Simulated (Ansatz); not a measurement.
## A series in volume scale on Rh

Free energy against uniform scaling of the volume at fixed shape and fractions; periodic cell, basis, potentials, k mesh and filling as listed. The results are calculated, by Ansatz 0.2.0.

The cell before it is scaled or strained (space group P6_3/mmc, No. 194):
```
CELL_PARAMETERS angstrom
2.73100 0.00000 0.00000
-1.36550 2.36510 0.00000
0.00000 0.00000 4.42850
ATOMIC_POSITIONS crystal
Rh 0.66667 0.33333 0.75000
Rh 0.33333 0.66667 0.25000
```

Settings of every row: functional PBEsol; dispersion none; potentials all-electron LAPW; k mesh 12x12x7; k shift 0x0x0; occupations fermi dirac; smearing width 0.05 eV; spin none.

Limits: coarse k mesh, up to 40 meV an atom off; the cell comes from a prototype or a list of computed structures and needn't be the stable phase.

| row | volume scale | V (Å³/atom) | energy above lowest point (meV/atom) |
| --- | --- | --- | --- |
| 1 | 0.94 | 13.444 | 0 |
| 2 | 0.97 | 13.873 | 5.8 |
| 3 | 1 | 14.302 | ? |
| 4 | 1.03 | 14.731 | 78.2 |
| 5 | 1.06 | 15.16 | 137.7 |

Question: what energy above lowest point should row 3 give?

Worked fit of energy above lowest point. Take u = (V_r/V)^(2/3) − 1 with V_r = 14.302 Å³ an atom, which is twice the finite (Eulerian) strain; such expansions in the strain, on which the Birch-Murnaghan equation of state is built, carry the rest volume and the bulk modulus. The shown rows have u = 0.04211, 0.02051, -0.01951, -0.0381. Least squares give energy above lowest point = 33.1 − 1818.5 × u + 24441 × u² meV/atom; a straight line predicts inner rows, each left out in turn, worse (root mean square 23 against 0.76 meV/atom). The rows lie off it by 0.1, -0.3, 0.3, -0.2. Its lowest point lies at u = 0.0372, or V = 13.54 Å³ an atom, and the curvature there gives the bulk modulus at fixed shape and fractions, B = (4/9)(1 + u)² E″(u)/V = 277 GPa. Letting shape and atoms relax would as a rule lower it, by much in layered, chain or molecular crystals. The withheld row has u = 0, so the fit gives 33.1 − 1818.5 × (0) + 24441 × (0)² = 33.1 meV/atom.

The calculation gave 33.2 meV/atom. The fit lies 0.1 meV/atom (0.073 % of the column's range) below it, one unit of the last digit.
